Modelling how a GeSb₂Te₄ film or flake gives way under shear starts with a choice: treat its layered blocks as plain tellurium faces sliding over each other, or keep the atoms behind the faces. With plain faces, the original stacking and a restacked crystal would have the same energy, and sliding from one to the other would be as hard as sliding back. The density-functional energies below show how wrong that would be.

GeSb2Te4, 7 atoms in the cell, space group R3m (160), conventional a = 4.298, c = 42.391 Å, 32.29 Å³ an atom. Rigid slide of a crystal across a plane by tilting cell vector c, one fault a cell, unrelaxed. Ansatz 0.2.0, plane-wave PAW, scalar-relativistic; functional PBE; no spin polarisation; cutoff 420 eV; k mesh 9×9×3; Gaussian smearing of 0.03 eV; k points shifted by (0, 0, 0) mesh steps; slip vector (1, 1) multiples of cell vectors a and b.

```csv
slip (fraction of the slip vector),fault energy (mJ/m²),shear traction (GPa (slope of the fault energy along the slip))
0,0.0,0.000
0.0833,34.3,1.210
0.1667,154.9,2.580
0.2500,321.2,2.390
0.3333,402.8,0.000
0.4167,324.4,-2.240
0.5000,172.9,-2.280
0.5833,69.8,-0.990
0.6667,43.4,0.000
0.7500,50.8,0.100
0.8333,45.1,-0.300
0.9167,18.0,-0.480
```

The slip carries one block over the next until the crystal repeats. The fault energy is the cost of each position per area of the slid plane. The shear traction is the slope of that energy along the slip, positive where the energy rises as the slip grows. The plane lies in the weakly bonded gap between blocks, where one sheet of Te faces another.

**The simple pattern**

At slip 0 each Te atom sits in a hollow, above the centre of a triangle of three Te atoms of the facing sheet. At 0.3333 it sits directly on top of one of them. The shortest Te–Te distance across the gap is then 3.04 Å instead of 3.93 Å, the filled shells of the two atoms overlap, and the energy reaches its peak of 402.8 mJ/m².

If only the two Te sheets mattered, the energy curve would be a mirror image of itself about this peak. A flat triangular sheet looks the same after a half-turn. Turning both sheets together leaves each unchanged but reverses their offset, so equal slips before and after the on-top position must cost the same. This follows from symmetry alone, whatever the force between the sheets.

The mirror sorts ten of the twelve rows into five pairs with equal Te–Te contacts. The two rows left over are the peak and the row at 0.8333, where Te crosses the bridge between two Te atoms; each is its own mirror image. When each pair is replaced by its mean, the energy falls steadily as the closest contact lengthens, from the peak down to the hollows. Contact length therefore sets the broad shape of the curve.

**The row that breaks it most**

At 0.6667 the Te atoms sit in the other kind of hollow. Contact length and sheet spacing are the same as at slip 0, yet the energy is 43.4 mJ/m² higher. That is about a tenth of the peak, but bare Te sheets would give no difference at all.

The same break runs through the other pairs. The row at 0.5833 costs 69.8 mJ/m², about twice the 34.3 mJ/m² of its partner at 0.0833. The rows at 0.5000 and 0.7500 also lie clearly above their partners. Close to the peak the break nearly vanishes: the row at 0.4167 lies only 3.2 mJ/m² above the one at 0.2500.

**What lies behind the faces**

Since two bare sheets cannot tell the two hollows apart, the difference must come from the layers behind them. In this structure type the layers follow one another in the order A, B, C, A, B, C, and the order continues across the gap. Each Te atom at the gap has three bonds to Ge or Sb on its own side, and its three Te neighbours across the gap lie roughly opposite those bonds.

That arrangement suits tellurium. Its bonds are built largely from p orbitals, which have lobes on opposite sides of the atom. A Te atom across the gap, lying in line with a Te–cation bond, can donate some electron density from a filled p orbital into the empty antibonding orbital of that bond. The result is a weak, directional attraction in addition to the ordinary attraction between layers.

At 0.6667 the contacts are as long as before but point the wrong way. Seen from above, they lie over the Te–cation bonds instead of opposite them, and each facing Te atom sits over a cation of the other block. The directional attraction should then be weaker. This is an argument from known bonding, and the energies alone do not separate lost attraction from added repulsion.

The stress across the layers, taken from the same runs, breaks the mirror too. It tells how the energy responds to a uniform stretch of the whole cell, blocks and gap alike. It is close to zero at slip 0, where the cell had been relaxed, and 0.46 GPa at 0.6667, where the crystal pushes to expand. In all five pairs the member with the higher energy also has the higher stress. Either weaker attraction or stronger repulsion would do this.

**How smooth is the break?**

The layers behind the faces can act across the gap directly, or through the shape they give to the electron clouds of the facing Te atoms. In both cases distance blurs the atomic pattern, and its fine lateral detail fades first. The energy difference within a pair should therefore mostly follow the longest wave that the lattice allows.

A triangular lattice has three such waves, 120° apart. Along this slip two of them vary alike and the third varies twice as fast. With y for the slip measured from the on-top position, the part that changes sign under the mirror is

difference within a pair ∝ 2 sin 2πy − sin 4πy.

The pair 0 and 0.6667 sets the size of this wave, so it is no test. There y = 1/3 and the expression equals about 2.6. For the pair 0.0833 and 0.5833, y = 1/4 and the expression equals 2. The estimate is 43.4 × 2/2.6 ≈ 33 mJ/m², against a computed 35.5 mJ/m².

The pair 0.7500 and 0.9167 comes out about as well, within some 5 % of the computed difference. Nearer the peak the estimate is too low by about 20 % for the pair 0.1667 and 0.5000, and by about 30 % for the next pair in. In energy these misses are small, at most 3.5 mJ/m². They look large because the wave rises very slowly from the on-top position, so even a weak finer wave would show there. Symmetry also forces the wave to vanish on top and at the bridge, so part of the agreement is built in. The printed output after this page lists all the pairs.

**The bridge shows the tilt**

The row at 0.8333 shows the break without a partner. Between the two hollows, bare Te sheets would put the top of the hump exactly at the bridge, with zero traction there. The computed traction is −0.300 GPa: the energy is already falling towards the original stacking. The wave, with its size still set by the two hollows, gives −0.28 GPa. The traction is a slope of the same energies, so this is a check of consistency and not a separate measurement.

The deeper layers thus tilt the low hump between the hollows. Its highest computed point moves from the bridge to 0.7500, close to the costlier hollow. Leaving the original stacking by this route costs about 51 mJ/m², while leaving the restacked crystal costs only 7.4 mJ/m². The small positive traction at 0.7500 puts the true top slightly beyond that row, so both costs are a little low. On these numbers the restacked crystal would slip back easily.

**What to use in a model**

The effect of the atoms behind the faces has to be kept, either atom by atom or through an added term like the wave above. From the original stacking, sliding towards the bridge is the easy direction, and sliding the opposite way runs into the on-top peak. Threefold symmetry gives three easy and three hard directions in the plane. Plain faces would give these directions too, but not the extra cost of the restacked crystal. For a position that was not computed, a closest Te–Te contact below about 3.3 Å signals a high energy. At longer contacts the deeper layers can outweigh the contact length: the row at 0.0833 has a shorter contact than the one at 0.6667 and still costs less. Of two positions with equal contacts, the one whose contacts lie more nearly opposite the Te–cation bonds should be lower.

The heights are less certain than this order. The atoms and the width of the gap were held fixed, and at the peak the stress across the layers reaches 3.2 GPa. Letting the gap open was not tried, but it should lower the peak substantially and the restacked crystal somewhat. Whether the shallow minimum at 0.6667 survives was not tested, and 7.4 mJ/m² is a thin margin.

PBE also lacks the long-range dispersion attraction that helps hold such gaps together, which affects every height in the table. Finally, every gap in the crystal slips at once, so 0.6667 describes a crystal with a new stacking throughout. A single misplaced block in a thick film would need a larger cell.

Numerical output:

```
Contact across the gap and normal stress:
     row  closest Te-Te in angstrom  fault energy in mJ/m2  normal stress in GPa
     0.0                      3.926                      0               -0.0072
  0.0833                      3.566                   34.3                0.2784
  0.1667                      3.285                  154.9                 1.249
    0.25                      3.105                  321.2                 2.573
  0.3333                      3.042                  402.8                 3.226
  0.4167                      3.105                  324.4                 2.602
     0.5                      3.286                  172.9                 1.431
  0.5833                      3.566                   69.8                0.6544
  0.6667                      3.926                   43.4                  0.46
    0.75                      3.776                   50.8                0.5062
  0.8333                      3.725                   45.1                0.4214
  0.9167                      3.776                     18                0.1584
Energy at 0.4167 less its partner 0.2500 in mJ/m2: 3.2
Energy at 0.5000 less its partner 0.1667 in mJ/m2: 18
Energy at 0.5833 less its partner 0.0833 in mJ/m2: 35.5
Energy at 0.6667 less its partner 0 in mJ/m2: 43.4
Energy at 0.7500 less its partner 0.9167 in mJ/m2: 32.8
Wave estimate for the pair 0.4167 and 0.2500 in mJ/m2: 2.238
Wave estimate for the pair 0.5000 and 0.1667 in mJ/m2: 14.47
Wave estimate for the pair 0.5833 and 0.0833 in mJ/m2: 33.41
Wave estimate for the pair 0.7500 and 0.9167 in mJ/m2: 31.17
Computed less wave estimate for the pair 0.5000 and 0.1667 in mJ/m2: 3.533
Wave estimate of the traction at 0.8333 in GPa: -0.282
Mean energy of the pair 0.2500 and 0.4167 in mJ/m2: 322.8
Mean energy of the pair 0.1667 and 0.5000 in mJ/m2: 163.9
Mean energy of the pair 0.0833 and 0.5833 in mJ/m2: 52.05
Mean energy of the pair 0.9167 and 0.7500 in mJ/m2: 34.4
Mean energy of the pair 0 and 0.6667 in mJ/m2: 21.7
Energy at 0.6667 as a percentage of the peak: 10.77
Rise from 0.6667 to 0.7500 in mJ/m2: 7.4
Normal stress at 0.6667 less that at 0 in GPa: 0.4672
Normal stress at 0.4167 less that at 0.2500 in GPa: 0.0287
```
